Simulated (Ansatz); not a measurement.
## In2Au: the change of pressure with volume scale

Results calculated with Ansatz 0.2.0, not measured. Periodic Kohn-Sham DFT of a crystal at fixed atoms, scaled to volume_scale times the given cell; pressure positive in compression, energy less spherical unpolarised free atoms, largest_vzz the field gradient of largest size among the nuclei.

The cell before it is scaled or strained (space group Fm-3m, No. 225):
```
In2Au
1.0
      0.0000     3.2510     3.2510
      3.2510     0.0000     3.2510
      3.2510     3.2510     0.0000
In Au
2 1
Direct
  0.25000 0.25000 0.25000
  0.75000 0.75000 0.75000
  0.00000 0.00000 0.00000
```

Settings of every row: method all-electron PAW; functional LDA; relativity scalar; k mesh 10x10x10; filling fermi-dirac; smearing width 0.05 eV; nucleus gaussian.

Atom start moment: 0 on all atoms.

Limits: no spin-orbit coupling on heavy atoms.

```
row  volume scale  V (Å³/atom)  pressure (GPa)
  1          0.94       21.532           3.883
  2          0.96        21.99           1.879
  3          0.98       22.448           0.151
  4          0.99       22.677               ?
  5             1       22.907           -1.32
  6          1.01       23.136          -1.977
  7          1.02       23.365          -2.597
  8          1.04       23.823          -3.737
  9          1.06       24.281          -4.728
```

Question: what pressure should row 4 give?

Worked fit of pressure. Take u = (V_r/V)^(2/3) − 1 with V_r = 23.021 Å³ an atom, which is twice the finite (Eulerian) strain; such expansions in the strain, on which the Birch-Murnaghan equation of state is built, carry the rest volume and the bulk modulus. The shown rows have u = 0.04559, 0.03102, 0.01695, 0.00332, -0.00332, -0.00984, -0.02257, -0.0349. Least squares give pressure = −1.6559 + 99.87 × u + 396.55 × u² + 1712 × u³ GPa; a parabola predicts inner rows, each left out in turn, worse (root mean square 0.03 against 0.01 GPa). The rows lie off it by -0.001, 0.004, -0.008, 0.000, 0.006, 0.005, -0.009, 0.003 (root mean square 0.0054 GPa). The pressure vanishes at u = 0.0156, or V = 22.49 Å³ an atom, and there the bulk modulus at fixed shape and fractions is B = −V dP/dV = (2/3)(1 + u) dP/du = 76.8 GPa. The withheld row has u = 0.01009, so the fit gives −1.6559 + 99.87 × (0.01009) + 396.55 × (0.01009)² + 1712 × (0.01009)³ = -0.606 GPa.

The calculation gave -0.614 GPa. The fit lies 0.008 GPa (1.3 % of the value, 0.093 % of the column's range) above it; its largest miss of a shown row is 0.009 GPa.
